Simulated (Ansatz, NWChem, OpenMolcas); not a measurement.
# A small benchmark: dipole moment

6 molecules holding an element from Na to Cl; the dipole moment in D, computed less measured. Shapes, held fixed at every level: PBE0-D4/def2-TZVP. No vibrational averaging. Dipoles are compared by magnitude; molecules under 1 D, whose direction can flip, are left out. Programs: Ansatz 0.2.0, NWChem 7.3.0, OpenMolcas 26.06. A level may come from different programs for different species; with the same settings they agree closely. Measured values: NIST CCCBDB.

Levels: A = PBE-D4/def2-TZVPP; B = r2SCAN-D4/def2-TZVPP; C = PBE0/STO-3G; D = B3LYP/6-31G* (spherical functions); E = wB97M-V/def2-TZVPP.

```csv
molecule,measured,A,B,C,D,E
HBS (hydrogen boron sulfide),1.30,-0.10,+0.08,-0.93,+0.24,+0.13
SO2 (sulfur dioxide),1.63,-0.09,-0.05,-0.27,+0.08,+0.17
PF3 (phosphorus trifluoride),1.03,-0.19,-0.18,-0.33,-0.06,+0.04
CH3Cl (chloromethane),1.87,-0.05,+0.05,+0.23,+0.14,+0.01
SiH3Cl (chlorosilane),1.31,-0.15,-0.09,+1.29,+0.37,-0.07
CH4S (methanethiol),1.52,+0.01,+0.08,-0.50,+0.20,-0.01
```

**Question.** Which level does best on this set, which worst, and which err to one side?

**Answer.** 
```tsv
level	kind	mean error	mean absolute error	worst case
PBE-D4/def2-TZVPP	GGA	-0.095	0.098	PF3
r2SCAN-D4/def2-TZVPP	meta-GGA	-0.018	0.088	PF3
PBE0/STO-3G	global hybrid	-0.085	0.592	SiH3Cl
B3LYP/6-31G* (spherical functions)	global hybrid	+0.162	0.182	SiH3Cl
wB97M-V/def2-TZVPP	range-separated hybrid	+0.045	0.072	SO2
```

On this set wB97M-V/def2-TZVPP has the smallest mean absolute error and PBE0/STO-3G the largest. PBE-D4/def2-TZVPP is too low in 5 of 6; PBE0/STO-3G is too low in 4 of 6; B3LYP/6-31G* (spherical functions) is too high in 5 of 6; wB97M-V/def2-TZVPP is too high in 4 of 6. The levels differ in basis as well as in method. The smallest two are near a tie. The set is small.

The near-zero mean error of PBE0/STO-3G is a cancellation: it overshoots chlorosilane by +1.29 D and undershoots HBS by -0.93 D. A minimal basis gives each valence orbital a fixed radial size and no polarisation functions, so the density can neither expand or contract with atomic charge nor deform towards a neighbour. The resulting error has no common sign, and a constant shift would not repair it. Chlorosilane is also the worst case for B3LYP/6-31G*, which suggests that the polar Si–Cl bond, with chlorine lone-pair density drawn back towards silicon, is especially demanding of basis flexibility.

Among the three levels sharing def2-TZVPP, r2SCAN gives a larger dipole than PBE in every molecule, though for PF3 the gain is marginal. There wB97M-V removes the whole deficit and ends slightly high, at +0.04 D, probably because its exact exchange limits the over-delocalisation of charge in the polar P–F bonds. Since the shapes are fixed, the errors don't show how each level would perform at its own optimised geometry.
